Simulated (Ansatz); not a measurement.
WC: the change of phonon entropy with temperature

Harmonic phonon free energy (zero-point part included), entropy and heat capacity at constant volume from interpolated force constants; periodic cell, basis, potentials, k mesh and filling as listed. The results are calculated, by Ansatz 0.2.0.

Structure of every row (space group P-6m2, No. 187):
```
WC
1.0
      2.9065     0.0000     0.0000
     -1.4533     2.5171     0.0000
      0.0000     0.0000     2.8366
W C
1 1
Direct
  0.00000 0.00000 0.00000
  0.66667 0.33333 0.50000
```

Settings of every row: functional PBE; dispersion none; potentials PAW; wave cutoff 420 eV; density cutoff 1680 eV; k mesh 14x14x12; k shift 0x0x0; occupations gaussian; smearing width 0.1 eV; spin none; phonon method finite displacements; phonon supercell 2x2x2; dipole term of polar modes left out.

Limits: coarse k mesh; small supercell for force constants; volume not checked for rest; no spin-orbit coupling, which can matter with elements this heavy.

```csv
row,temperature (K),phonon entropy (k_B/atom),phonon free energy (meV/atom),phonon heat capacity (k_B/atom)
1,160,0.86,74.94,1.292
2,240,1.488,66.83,1.811
3,320,?,?,?
4,400,2.573,38.55,2.406
5,480,3.027,19.21,2.56
6,560,3.429,-3.07,2.663
7,640,3.79,-27.98,2.734
8,720,4.115,-55.24,2.786
9,800,4.411,-84.65,2.824
10,880,4.681,-116,2.853
11,960,4.931,-149.14,2.876
```

Question: what phonon entropy should row 3 give?

Worked fit of phonon entropy. Entropy rises as the heat capacity times the change of ln T, so take t = ln(T / 300 K). The shown rows have t = -0.6286, -0.2231, 0.2877, 0.47, 0.6242, 0.7577, 0.8755, 0.9808, 1.0761, 1.1632. Least squares give phonon entropy = 1.9576 + 2.05752 × t + 0.44564 × t² k_B/atom; a straight line predicts inner rows, each left out in turn, worse (root mean square 0.12 against 0.022 k_B/atom). The rows lie off it by 0.020, -0.033, -0.013, 0.004, 0.013, 0.018, 0.014, 0.007, -0.007, -0.023 (root mean square 0.017 k_B/atom), a smooth pattern that one more power would take up: the form is only approximate. The slope at t = 0, 2.06 k_B/atom, estimates the heat capacity at 300 K. The withheld row has t = 0.0645, so the fit gives 1.9576 + 2.05752 × (0.0645) + 0.44564 × (0.0645)² = 2.092 k_B/atom.

The calculation gave 2.062 k_B/atom. The fit lies 0.030 k_B/atom (1.5 % of the value, 0.74 % of the column's range) above it; its largest miss of a shown row is 0.033 k_B/atom.

The other values of row 3: phonon free energy 54.56 meV/atom; phonon heat capacity 2.172 k_B/atom.
